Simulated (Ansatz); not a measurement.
# Work function of unrelaxed zinc films from 1 to 13 layers, PBE slab calculations

Zinc has a filled 3d shell and two 4s electrons per atom, and it is a metal because its 4s and 4p bands overlap. In a film a few atoms thick these mobile electrons are confined between two surfaces, and I follow how the work function then approaches its thick-film value as layers are added. The work function helps to set the barrier at a metal contact and the ease of electron emission, so a dependence on thickness matters wherever very thin metal layers are used. Each value is the vacuum level outside the slab less the Fermi level, calculated with PBE for films that expose the hexagonal basal plane, with atoms held at bulk places. The differences are taken from the 13-layer film, which is itself a finite slab.

## How the numbers were made

Ansatz 0.2.0, plane-wave Kohn-Sham DFT with its default PAW datasets at a cutoff of 420 eV. Symmetric 1×1 slabs of 1 to 13 layers are cut at the tabulated measured lattice constant with atoms at bulk places and 18 Å of vacuum. In-plane k-spacing 0.15 Å⁻¹ (2π included), Fermi-Dirac smearing of 0.1 eV, dipole correction on. Spin-paired. Scalar-relativistic, no spin-orbit coupling. PBE. The crystal is hcp; the mesh is the same for all thicknesses of a face.

Notes on method and selection:

- Confinement between the two faces quantises the states along the normal, so values can oscillate with thickness.
- The atoms are not relaxed; free films of one to three layers would take another lattice constant.
- Runs in which the search for lower states was switched off are not listed.
- Work functions and vacuum levels are read from the electrostatic potential (Hartree and local ionic parts), which a warning of a rough exchange-correlation potential in thin density does not concern.
- Error sizes named in these notes are rules of thumb and were not measured on these runs.
- The default PAW datasets of this version of Ansatz are the set soft_2.
- Runs that did not converge, have known faults or may not be shown are not listed, and runs on Ansatz's PAW sets soft_1 and soft_2 are kept to separate tables.

Columns:

- layers: number of atomic layers.
- thickness (Å): distance between the outermost atomic planes.
- Φ (eV): work function: vacuum level outside the slab less the Fermi level.
- ΔΦ to thickest (eV): work function less that of the thickest slab of the same face.

Input lines of one member:

```
kpoints:
  mp_grid: { grid: [18, 18, 1] }
hamiltonian:
  xc: pbe
scf:
  occupations: { method: fermi_dirac, width: 0.1 }
  convergence: { dr2_threshold: 1.0e-09 }
efield:
  axis: 3
  dipole_correction: true
  ramp_position: 0.97
  ramp_width: 0.06
output:
  write_potential: true
  write_density: true
```

Command (options for logging and memory left out): `ansatz run input.yaml --threads 4 --backend cpu`

## Data

| member | layers | thickness (Å) | Φ (eV) | ΔΦ to thickest (eV) |
| --- | --- | --- | --- | --- |
| 1 layer | 1 | 0.00 | 4.017 | −0.0696 |
| 2 layers | 2 | 2.47 | 4.345 | 0.2584 |
| 3 layers | 3 | 4.94 | 4.187 | 0.1008 |
| 4 layers | 4 | 7.41 | 4.101 | 0.0146 |
| 5 layers | 5 | 9.87 | 3.971 | −0.1157 |
| 6 layers | 6 | 12.34 | 4.104 | 0.0175 |
| 7 layers | 7 | 14.81 | ? | ? |
| 8 layers | 8 | 17.28 | ? | ? |
| 10 layers | 10 | 22.22 | 4.083 | −0.0034 |
| 13 layers | 13 | 29.62 | 4.086 | 0.0000 |

Cells marked ? are withheld until the estimate has been made.

## What drives the series

The approach is not a smooth decay. The single layer lies 0.0696 eV below the 13-layer film and the double layer 0.2584 eV above it. From two to five layers the work function falls at every step, on average by (3.971 − 4.345) / 3 = −0.125 eV per layer, and it overshoots the thick-film value by 0.1157 eV. The sixth layer brings it back up by 4.104 − 3.971 = 0.133 eV. The films of 6, 10 and 13 layers then agree within 4.104 − 4.083 = 0.021 eV.

Confinement gives a reason for such swings. Motion along the normal is restricted to standing waves, each the bottom of a subband. As the film thickens, further subbands drop below the Fermi level, and the Fermi level and the spill-out of charge at the surfaces adjust each time. In a free-electron film one subband is added for each half Fermi wavelength of thickness, which for two electrons per zinc atom is roughly 2.0 Å. One atomic layer adds 2.47 Å, hence 2.47 / 2.0 = 1.235 subbands. The excess over one adds up to a whole subband after 1 / (1.235 − 1) = 4.3 layers, so a swing that repeats about every four layers is expected, weakening as each layer becomes a smaller part of the film.

The low values at one and five layers suit that period. The match is loose, though: six layers should repeat the high value at two, yet it stands only 0.0175 eV above the thickest film.

The five-layer value stands out between neighbours at 4.101 and 4.104 eV. The two faces of each slab agree, which rules out a spurious dipole across the film. Before giving the whole dip to confinement I would repeat this film on a denser in-plane mesh, because a subband that only just reaches the Fermi level occupies a small region of the zone and is easily sampled badly.

## Predicting the missing value

Plain estimates from the members shown:

- 8 layers, straight-line interpolation between 6 layers and 10 layers: w = (8 − 6) / (10 − 6) = 0.500, so 4.104 + 0.500 × (4.083 − 4.104) = 4.094 eV
- 7 layers, straight-line interpolation between 6 layers and 10 layers: w = (7 − 6) / (10 − 6) = 0.250, so 4.104 + 0.250 × (4.083 − 4.104) = 4.099 eV

I first tried to use the four-layer period, carrying each deviation from the thickest film forward by four layers and reducing it in proportion to the number of layers. For six layers this gives 0.2584 × 2 / 6 = 0.086 eV against 0.0175 eV in the table, for five layers −0.0696 × 1 / 5 = −0.014 eV against −0.1157 eV, and for ten layers 0.0175 × 6 / 10 = 0.011 eV against −0.0034 eV. These misses are no smaller overall than those from assuming no deviation at all, so I take no shift from the period.

I therefore keep the straight line between 6 and 10 layers, which gives 4.094 eV for 8 layers and 4.099 eV for 7. The same route puts the 10-layer film, between 6 and 13 layers, at 4.104 + 4 / 7 × (4.086 − 4.104) = 4.094 eV, a miss of 0.011 eV. For the five-layer film, between 4 and 6 layers, it gives (4.101 + 4.104) / 2 = 4.1025 eV and misses by 0.13 eV.

Seven and eight layers lie between these two tests in thickness, and I take the geometric mean of the misses as the error: √(0.011 × 0.13) = 0.04 eV. A second dip like the one at five layers would fall outside it.

**Committed estimate, 8 layers: Φ = 4.09 ± 0.04 eV.**  
**Committed estimate, 7 layers: Φ = 4.10 ± 0.04 eV.**

## Check

| member | layers | thickness (Å) | Φ (eV) | ΔΦ to thickest (eV) |
| --- | --- | --- | --- | --- |
| 7 layers | 7 | 14.81 | 4.140 | 0.0539 |
| 8 layers | 8 | 17.28 | 4.110 | 0.0239 |

| member | estimate | Φ (eV) | computed | estimate − computed | miss in error bars |
| --- | --- | --- | --- | --- | --- |
| 8 layers | committed | 4.090 | 4.110 | −0.020 | 0.5 |
| 8 layers | interpolation | 4.094 | 4.110 | −0.016 |  |
| 7 layers | committed | 4.100 | 4.140 | −0.040 | 1.0 |
| 7 layers | interpolation | 4.099 | 4.140 | −0.041 |  |

The 8-layer film came out at 4.110 eV, 0.020 eV above my estimate and well inside the error bar. The 7-layer film came out at 4.140 eV, 0.040 eV above my estimate and just at the edge of the bar. Both estimates were the straight-line values after rounding, so they did neither better nor worse than those in any real sense.

The straight line failed to foresee that the work function still rises from six to seven layers before it comes down. The four-layer period that I had set aside would have served better at seven layers: 0.1008 × 3 / 7 = 0.043 eV above the thickest film, against 0.0539 eV in the table. Its large misses at five and six layers remain, so one good hit does not make it a usable rule.

The new values do fit the picture of confinement. The high values at two and seven layers are five layers apart and the low ones at one and five are four apart, near the 4.3 layers expected of free electrons, though the single layer is the end of the series and so not a proven minimum. The second high is much the weaker, as it should be in a thicker film. The same period puts the next lows near 5 + 4.3 = 9.3 and 5 + 2 × 4.3 = 13.6 layers. I should have drawn two warnings from this before making the estimates. The agreement of the films of 6, 10 and 13 layers passes over nine layers, where a low is due, and the 13-layer film, whose work function I called the thick-film value, may itself sit near a low.

## Residuals

The double layer is farthest from the thickest film, at +0.2584 eV, followed by five layers at −0.1157 eV and three layers at +0.1008 eV. All films have the same bulk spacings, so differences in relaxation cannot cause these departures.

For two and three layers the likeliest reason is confinement. With so few occupied subbands, each added layer rearranges a large share of the mobile electrons, and both the Fermi level and the surface dipole respond. The single layer, at −0.0696 eV, belongs to the same regime, with the opposite sign.

The five-layer film lies 4.1025 − 3.971 = 0.1315 eV below the mean of its two neighbours. The occupations at the centre of the zone, which I did not use when I first discussed this dip, show what changes there. A further subband is almost empty in the four-layer film, mostly filled in the five-layer film and practically full in the six-layer film. The dip thus comes just where a new subband begins to fill, which ties it to confinement. Its depth is less certain. The period carried forward from the single layer gives only −0.014 eV, and the table holds no five-layer film on a denser mesh to show how far sampling alters the value.

## Summary

The work function of these unrelaxed films swings with thickness, and the extremes in the table weaken from the double layer on. The films of 6, 7, 8 and 10 layers lie within 0.054 eV of the 13-layer value, with a root-mean-square deviation of about 0.03 eV. This does not bound every film from six layers on. The next low is expected near nine layers, a thickness missing from the table, and at eight layers the subband that should bring it is still nearly empty at the centre of the zone. How deep that low goes is not known from these films. The 13-layer film is probably near a further low, so its value may lie somewhat below the true thick-film limit, and the deviations hold only relative to that film. Below six layers the 13-layer value is a poor guide, since the deviation reaches 0.2584 eV and changes sign.

In terms of photoemission, the threshold wavelength is λ = 1240 eV nm / Φ. It is 1240 / 4.086 = 303 nm for 13 layers and 1240 / 3.971 = 312 nm for five.

No omitted effect that I can size is clearly larger than the full spread of 4.345 − 3.971 = 0.374 eV. The error of PBE, which tends to put work functions of metals too low by roughly 0.1 to 0.3 eV, does exceed the spread of the tabled films from six layers on, but it should shift those films nearly alike.

[Logs are printed without paths, hosts, clocks, repeated set-up lines and the standing remarks that a program may print on its own settings, such as how far it seeks lower states.]
